# How fast does the wetting layer grow in surface-directed spinodal decomposition?

When a quenched binary mixture decomposes next to a wall that prefers one component, a layer of the preferred phase forms at the wall, with a depleted zone behind it. For a wall potential $-V_0/z^n$ I have seen $R\sim t^{1/(n+2)}$ at early times, $R\sim\ln t$ for a short-range wall and $R\sim t^{1/3}$ later. Where do these laws come from, why does $n>1$ matter, and which regime should I expect for a Ti$_{1-x}$Al$_x$N layer between TiN layers?

---

## Answer

The layer is fed by diffusion across a depleted zone whose width is tied to $R$ by mass balance. Two things lower the diffusion potential at the layer relative to the bulk: the wall potential and the curvature of the bulk domains. The first decays as $R^{-n}$ and the second as an inverse length, so $n=1$ is the dividing case. The scaling picture is that of Puri and Binder (2001). I derive it with prefactors and then put in numbers.

### 1. Premises and conventions

The wall is the plane $z=0$ and the mixture fills $z>0$. Let $c$ be the number density of the preferred species A on a lattice of conserved sites (here Ti on the metal sublattice, with B = Al). $R$ is measured from the original wall position.

**P1.** Cahn–Hilliard dynamics with constant mobility $M$:
$$\mathcal F=\int d^3r\left[f(c)+\tfrac{\kappa}{2}|\nabla c|^2+V(z)\,c\right],\qquad \partial_t c=M\nabla^2\mu,$$
$$\mu=\frac{\delta\mathcal F}{\delta c}=f'(c)-\kappa\nabla^2c+V(z).\tag{1}$$
$\mu$ is the diffusion potential, the free energy to replace B by A on a site, and it includes $V$. The flux of A is $\mathbf J=-M\nabla\mu$. An attractive wall has $V=-V_0/z^n$ or $V=-V_0e^{-z/\delta}$ with $V_0>0$.

**P2.** $f$ has a common tangent of slope $\mu_{eq}$ at $c_\alpha$ (A-rich) and $c_\beta$, and $\Delta c=c_\alpha-c_\beta$. Decomposition has reached these compositions, and the interface width $\xi$ is small against all other lengths.

**P3.** The wall is impermeable and completely wet by $\alpha$. The $\alpha$ phase is the minority, with volume fraction $\phi<1/2$, and forms compact droplets in the bulk.

**P4.** Coherency strain, if present, is that of a homogeneous isotropic solid. Its energy is then local in $c$ and is absorbed into $f$.

### 2. Diffusion potential at an interface

Take a sphere of $\alpha$ with radius $r\gg\xi$ at height $z$. On the scale $\xi$ both $\mu$ and $V$ are uniform. With radial coordinate $s$ and $g(c)=f(c)-\mu_{eq}c$, Eq. (1) reads
$$\epsilon\equiv\mu-V-\mu_{eq}=g'(c)-\kappa\left(c''+\frac{2}{s}c'\right),$$
where the primes on $c$ mean $d/ds$. Multiply by $c'$ and integrate from inside to outside the interface. The left side gives $-\epsilon\,\Delta c$ to first order in $\epsilon$. The term $g'c'$ gives the difference of $g$ between the two sides, which is of second order because $g$ has equal minima at $c_\alpha$ and $c_\beta$. The term $c''c'$ integrates to zero. The last term gives $-(2/r)\,\kappa\int c'^2ds=-2\sigma/r$, with $\sigma=\kappa\int c'^2ds$ the interfacial energy. Hence
$$\mu=\mu_{eq}+V(z)+\frac{2\sigma}{\Delta c\,r}.\tag{2}$$
The flat surface of the wetting layer is the case $r\to\infty$, so $\mu(R)=\mu_{eq}+V(R)$.

### 3. Width of the depleted zone

Let the layer occupy $0<z<R$, let droplet-free $\beta$ occupy $R<z<R+h$, and let the bulk beyond keep its fraction $\phi$. All $\alpha$ in the layer came from the slab $0<z<R+h$, so $R=\phi\,(R+h)$, or
$$h=\gamma R,\qquad \gamma=\frac{1-\phi}{\phi},\qquad R+h=\frac{R}{\phi}.\tag{3}$$

### 4. Flux across the zone

Inside single-phase $\beta$, $\delta c=\chi\,(\mu-\mu_{eq}-V)$ with $\chi=1/f''(c_\beta)$. Since $V$ is static, $\chi\,\partial_t\mu=M\,\partial_z^2\mu$, a diffusion equation with $D=M/\chi$. If the relaxation time $h^2/D$ is short against $R/\dot R$, then $\partial_z^2\mu=0$. It is the total $\mu$, with $V$ included, that is linear in $z$. The flux toward the wall is $M\Delta\mu/h$ with $\Delta\mu=\mu(R+h)-\mu(R)$.

To advance by $dR$ the interface must absorb $\Delta c\,dR$ atoms per area. In steady state no flux runs inside the layer, because the wall is impermeable. Therefore
$$\Delta c\,\dot R=\frac{M\,\Delta\mu}{\gamma R}.\tag{4}$$
Inserting (4) into the ratio of time scales gives $(h^2/D)/(R/\dot R)=\gamma\chi\Delta\mu/\Delta c$. The quasi-steady step holds when the composition change across the zone is small against $\Delta c/\gamma$.

### 5. The bulk end: coarsening droplets

A droplet in a mean field $\mu_\infty$ grows by the spherical analogue of (4), $\Delta c\,\dot r=M[\mu_\infty-\mu(r)]/r$. Define the critical radius $r_*$ by $\mu_\infty=\mu_{eq}+V+2\sigma/(\Delta c\,r_*)$. With (2),
$$\dot r=\frac{a}{r}\left(\frac1{r_*}-\frac1r\right),\qquad a=\frac{2\sigma M}{\Delta c^2}\quad[\text{nm}^3/\text{s}].$$
Put $u=r/r_*$, $\tau=\ln r_*^3$ and $\nu=a/(r_*^2\dot r_*)$. From $d r^3/dt=3a(u-1)$ and $d\tau/dt=3a/(\nu r_*^3)$,
$$\frac{du^3}{d\tau}=\nu(u-1)-u^3 .$$
The Lifshitz–Slyozov–Wagner argument fixes $\nu$. Without a zero of the right side every droplet dissolves. With two zeros the survivors collect at the larger one and the $\alpha$ volume grows without bound. Conservation needs the double zero, where $\nu$ equals the minimum of $u^3/(u-1)$. That minimum lies at $u=3/2$ and equals $27/4$. Then $dr_*^3/dt=3a/\nu$, so
$$r_*^3=k\,a\,t,\qquad k=\tfrac49\ \ (\phi\to0),\tag{5}$$
once the initial domain size is forgotten. At finite $\phi$ the diffusion fields overlap and $k$ is larger, so I keep it as a parameter.

The droplets pin $\mu$ to $\mu_\infty$ beyond a screening length. With $N$ droplets per volume, each absorbing at a rate $4\pi rM[\mu-\mu(r)]$, the averaged steady equation is $\nabla^2\mu=4\pi N r_*(\mu-\mu_\infty)$. Taking all radii equal to $r_*$, $\phi=\tfrac43\pi Nr_*^3$ and the screening length is $\lambda=r_*/\sqrt{3\phi}$. For $\lambda\ll h$ we may set $\mu(R+h)=\mu_\infty$.

### 6. The growth equation

For the power law, $V(R/\phi)-V(R)=V_0(1-\phi^n)/R^n$. Equation (4) becomes
$$\dot R=\frac{M}{\gamma\,\Delta c\,R}\left[\frac{V_0(1-\phi^n)}{R^n}+\frac{2\sigma}{\Delta c\,r_*(t)}\right],$$
that is
$$R\dot R=\frac{A}{R^n}+\frac{a}{\gamma\,r_*(t)},\qquad A=\frac{MV_0(1-\phi^n)}{\gamma\,\Delta c}.\tag{6}$$
Both terms are positive. One also meets the potential term written with the local force, $MnV_0/(\Delta c\,R^{n+1})$. It has the same power of $R$, but the factor $n$ replaces $(1-\phi^n)/\gamma$, and the two agree only for a thin zone, $\phi\to1$.

One flux has been dropped. In the droplet region $\mu$ follows $V(z)$, so a flux $MnV_0/(R+h)^{n+1}$ arrives at the edge from deeper down. Relative to the potential-driven flux in the zone it is $n\phi^n(1-\phi)/(1-\phi^n)$, which is 0.08 for $n=3$ and $\phi=0.34$. The ratio is independent of $R$, so it changes the prefactor and leaves the exponent alone.

### 7. Solutions

**Potential term alone.** $R^{n+1}dR=A\,dt$ gives, for $R$ well above its initial value,
$$R=[(n+2)At]^{1/(n+2)}.\tag{7}$$

**Curvature term alone.** With (5), $R\,dR=a\,dt/[\gamma(kat)^{1/3}]$, so $R^2/2=\tfrac32(at)^{2/3}/(\gamma k^{1/3})$ and
$$R=\rho\,r_*=\rho\,(kat)^{1/3},\qquad \rho=\sqrt{\frac{3}{\gamma k}}.\tag{8}$$
The proportionality between $R$ and the domain size is a result here, and it holds only in this regime.

**Which term wins when.** On the solution (7) the potential term of (6) scales as $t^{-n/(n+2)}$ and the curvature term as $t^{-1/3}$. Their ratio is
$$\frac{\text{potential}}{\text{curvature}}\propto t^{-p},\qquad p=\frac{n}{n+2}-\frac13=\frac{2(n-1)}{3(n+2)}.$$
On the solution (8) the ratio scales as $t^{-(n-1)/3}$. Both exponents change sign at $n=1$.

- For $n>1$ the potential dominates first and curvature last: $t^{1/(n+2)}\to t^{1/3}$.
- For $n=1$ both terms give $t^{1/3}$, and only the prefactor knows about $V_0$.
- For $n<1$ the order is reversed and (7) is the late law. For $n\le1$ the integral $\int V\,dz$ diverges at large $z$, so such a wall has no finite surface free energy in a semi-infinite system.

**Closed form of the crossover.** Replace $r_*$ by $R/\rho$. This is exact at late times. At early times it understates the subdominant term, since $r_*/R\propto t^{1/3-1/(n+2)}$ is then smaller than its final value. Equation (6) becomes autonomous:
$$\dot R=\frac1R\left(\frac{A}{R^n}+\frac{B}{R}\right),\qquad B=\frac{a\rho}{\gamma},\qquad R_c=\left(\frac AB\right)^{1/(n-1)}.\tag{9}$$
Its late solution $R^3=3Bt$ coincides with (8). The two terms are equal at $R_c$. With $P_0=\Delta c\,V_0$, the mobility cancels:
$$R_c^{\,n-1}=\frac{P_0(1-\phi^n)}{2\sigma\rho}.\tag{10}$$
For $n=3$, set $y=R/R_c$ and $\theta=Bt/R_c^3$. Then $d\theta/dy=y^4/(1+y^2)=y^2-1+1/(1+y^2)$, so
$$\theta=\frac{y^3}{3}-y+\arctan y,\qquad \frac{d\ln R}{d\ln t}=\frac{\theta\,(1+y^2)}{y^5}.$$
For small $y$, $\theta\to y^5/5$, which is (7).

| $y$ | $\theta$ | $d\ln R/d\ln t$ |
|---|---|---|
| 0.3 | $4.57\times10^{-4}$ | 0.205 |
| 1 | 0.119 | 0.237 |
| 3 | 7.25 | 0.298 |
| 10 | 325 | 0.328 |

The passage from near $1/5$ to near $1/3$ takes about 6 decades in time. A fit over one or two decades returns an intermediate exponent.

**Short-range wall.** For $V=-V_0e^{-z/\delta}$ the drive is $V_0(e^{-R/\delta}-e^{-R/(\phi\delta)})$, and the second exponential is negligible for $\gamma R\gg\delta$. Then $R\,e^{R/\delta}dR=A'dt$ with $A'=MV_0/(\gamma\Delta c)$. With $v=R/\delta$ and $\vartheta=A't/\delta^2$,
$$(v-1)e^{v}+1=\vartheta,\qquad R=\delta\left[1+W\!\left(\frac{\vartheta-1}{e}\right)\right]\simeq\delta\,[\ln\vartheta-\ln\ln\vartheta],\tag{11}$$
where $W$ is the principal branch of the Lambert function. Growth is logarithmic, with a $\ln\ln$ correction that comes from the widening zone. The drive falls as $e^{-v}\approx\ln\vartheta/\vartheta$, faster than $t^{-1/3}$, so curvature again takes over. Whether a logarithmic stage exists at all depends on the wall strength. Write $\Delta c\,V_0\delta=s\sigma$, the wall energy gained per area by a thick layer. With $r_*=R/\rho$ the potential exceeds curvature where $v e^{-v}>2\rho/s$. The left side never exceeds $1/e$, so one needs $s>2e\rho$.

### 8. Range of validity

1. **Sharp interfaces.** $R,\ r_*\gg\xi$. The linear spinodal stage, with its damped composition wave running in from the wall, precedes all of the above.
2. **Small drive.** $\gamma\chi\Delta\mu\ll\Delta c$, and $M$ constant across the zone. In a dilute $\beta$ phase $M=Dc_\beta/k_BT$ varies as $e^{\epsilon/k_BT}$, so one also needs $\Delta\mu\ll k_BT$.
3. **Sharp edge.** In the late regime (3), (8) and the screening length give $h/r_*=\sqrt{3\gamma/k}$ and $h/\lambda=3\sqrt{(1-\phi)/k}$, which is at most 4.5 for $k\ge4/9$. The ratio is constant in time and never large. The prefactor $\rho$ is therefore uncertain by tens of per cent. The exponent $1/3$ is safe: without $V$, steady diffusion with boundary values $\propto\sigma\times$curvature is invariant under $\text{length}\to b\,\text{length}$, $t\to b^3t$.
4. **Minority wetting.** If the majority phase wets, the depleted zone is a $\beta$ layer between two flat interfaces. No curvature term acts across it, and (8) does not follow. For bicontinuous structures $2/r_*$ is replaced by a mean curvature $b/L$ with $b$ of order one, falling toward zero for a symmetric mixture. The exponents survive while $b>0$, and the value of $\rho$ does not.
5. **Reservoir.** In a layer of thickness $d$ with two walls, $R/\phi<d/2$.
6. **Bulk diffusion only.** No flow and no short circuits along column boundaries or dislocations.
7. **No size-independent drive.** Elastic anisotropy violates P4 and adds one. Its size follows below.

### 9. Numbers: Ti$_{0.34}$Al$_{0.66}$N between TiN layers

Rock-salt Ti$_{1-x}$Al$_x$N separates into TiN-rich and AlN-rich cubic domains. At a TiN boundary the TiN-rich phase is $\alpha$. The TiN layer in effect thickens by $R$, and the depleted zone is an AlN-rich band of width $h$ along the interface.

Assumed or typical inputs, all of them:

- anneal at 900 °C ($T=1173$ K, $k_BT=101$ meV), alloy layer $d=50$ nm, TiN layer 25 nm;
- nearly pure phases, $\Delta x\approx1$ and $\phi=0.34$, residual solubility about 0.04 on each side;
- lattice parameters 4.24 Å (TiN) and 4.07 Å (cubic AlN);
- coherent interfacial energy $\sigma=0.5$ J/m²;
- $r_*=3$ nm after 2 h, chosen to reproduce the typical domain size of a few nm, since the metal-sublattice mobility is poorly known;
- dispersion wall: $n=3$, Hamaker constant $|A_H|=1\times10^{-19}$ J;
- short-range wall: $\delta=0.5$ nm, $s=1$.

Linear interpolation gives a lattice parameter of 0.413 nm for the alloy and a volume per metal site $\Omega=0.0176$ nm³, with $\Delta c=1/\Omega$.

**Late law.** $\gamma=1.94$. With $k=4/9$, Eq. (5) gives $a=8.4\times10^{-3}$ nm³/s and Eq. (8) gives $\rho=1.86$. At 2 h the model has $R=5.6$ nm, $h=11$ nm and $R+h=16$ nm. The zones from the two walls meet at $R=\phi d/2=8.5$ nm, which the $t^{1/3}$ law reaches at 7 h, when $r_*=4.6$ nm. The capillary drive at 2 h is $2\sigma/r_*=0.33$ GPa, or 37 meV per site.

**Is there an early regime?** A layer of thickness $R$ has a wall energy per area that obeys $dW_f/dR=\Delta c\,V(R)=-P_0/R^3$, so $W_f=P_0/2R^2$. Matching to the dispersion form $|A_H|/12\pi R^2$ gives $P_0=|A_H|/6\pi=5.3\times10^{-21}$ J. With $1-\phi^3=0.96$, Eq. (10) gives $R_c=0.052$ nm, against a (002) plane spacing of 0.21 nm. Without the closure of (9), the potential exceeds the 2 h capillary drive only for $R<0.25$ nm, and earlier droplets are smaller and drive harder. At $R=5.6$ nm the potential drive is $2.9\times10^4$ Pa, a fraction $9\times10^{-5}$ of the capillary one. For the short-range wall a logarithmic stage needs $s>2e\rho=10$. With $s=1$ and $r_*=3$ nm the wall wins only for $R<\delta\ln(sr_*/2\delta)=0.55$ nm, where no sharp layer exists.

These wall strengths are generous. The effective potential measures the contrast between the wall and the wetting phase, and it vanishes when they are the same substance: moving a TiN/$\beta$ interface through a thick stack costs nothing. In this setting the model predicts no $t^{1/5}$ or logarithmic stage, and the layer follows the bulk coarsening from the start.

**Sizes of the neglected terms.**

- *Linearisation.* $\Delta\mu/k_BT=0.36$. For a dilute $\beta$ phase the flux is $Dc_\beta(e^{\Delta\mu/k_BT}-1)/h$, a factor 1.2 above the linear value. The quasi-steady parameter is $\gamma\times0.04\times0.36=0.03$.
- *Edge.* $\lambda=0.99\,r_*$, $h/r_*=3.6$ and $h/\lambda=3.7$. Replacing $h$ by $h+\lambda$ lengthens the path by a fraction 0.27.
- *Volume fraction.* At $\phi=0.34$ the domains are probably interconnected and $k$ exceeds $4/9$. For an assumed threefold $k$ at the same $r_*$, $\rho=1.08$, $R=3.2$ nm and $h=6$ nm.
- *Permeable wall.* TiN can take up Al to its solubility. Half a TiN layer absorbs $0.04\times12.5$ nm, which shifts $R$ by about 0.5 nm.
- *Elastic anisotropy.* For homogeneous cubic moduli and misfit $\eta=d\ln a_0/dx$, with $a_0$ the lattice parameter, a composition wave along the unit vector $\mathbf n$ stores $\eta^2Y(\mathbf n)\,\delta x^2$ per volume (Cahn), where
$$Y(\mathbf n)=\tfrac12 S\left[3-S\,\mathbf n\!\cdot\!\Gamma^{-1}\!\cdot\!\mathbf n\right],\qquad S=C_{11}+2C_{12},\qquad \Gamma_{ik}=C_{ijkl}n_jn_l .$$
This gives $Y_{100}=S(C_{11}-C_{12})/C_{11}$ and $Y_{111}=6C_{44}S/(S+4C_{44})$. The compiled measured TiN constants $C_{11}=625$, $C_{12}=165$, $C_{44}=163$ GPa (Wang et al. 2016, temperature not stated) give $Y_{100}=703$ GPa, $Y_{111}=581$ GPa and a Zener ratio $2C_{44}/(C_{11}-C_{12})=0.71$. The misfit is $|\eta|=0.040$, so $Y_{100}\eta^2=1.1$ GPa. Most of this is shape-independent and sits in $f$. Turning a slab $R+h$ from isotropically arranged droplets into two flat layers keeps its integrated variance $\phi(1-\phi)(R+h)=(1-\phi)R$, and moves it from the angular average $\langle Y\rangle$ to $Y(\mathbf n)$ of the interface normal. The bracket of the growth equation, in pressure units, gains the constant
$$w=(1-\phi)\,\eta^2\Delta x^2\,[\langle Y\rangle-Y(\mathbf n)].$$
$Y_{100}$ and $Y_{111}$ are the extremes and differ by 122 GPa, so $|w|\le0.13$ GPa. That is up to 0.4 of the capillary drive at 2 h and would equal it at $r_*\approx8$ nm. With TiN moduli $w<0$ for (001) interfaces and $w>0$ for (111). Cubic AlN typically has a Zener ratio above one, so the signs may reverse in an AlN-rich matrix. An assumed 10 % modulus contrast between the phases would add a shape-dependent term of order 0.1 GPa. A positive $w$ is the case $n=0$ and leads to $R^2=awt/(\sigma\gamma)$. A negative $w$ stops growth when $2\sigma/r_*=|w|$.

The model's result is thus $R\approx3$ to $6$ nm at 2 h, growing as $t^{1/3}$, with an elastic correction to the rate of up to 40 %. These numbers belong to the model, and the time scale was fixed by the chosen $r_*$. As typical knowledge, the AlN-rich band at such interfaces is a few nm wide, comparable to the domain size, so the dilute-limit $h=11$ nm is likely too large by a factor of 2 to 3. Longer or hotter anneals typically convert cubic AlN to wurtzite, which ends coherent coarsening.

TiAlN/TiN stacks also serve as gate-electrode metals, with layers only a few nm thick. For a typical $d=4$ nm at the same assumed composition, the reservoir limit is $\phi d/2=0.68$ nm. That is comparable to an interface width, so none of the scaling regimes can develop there.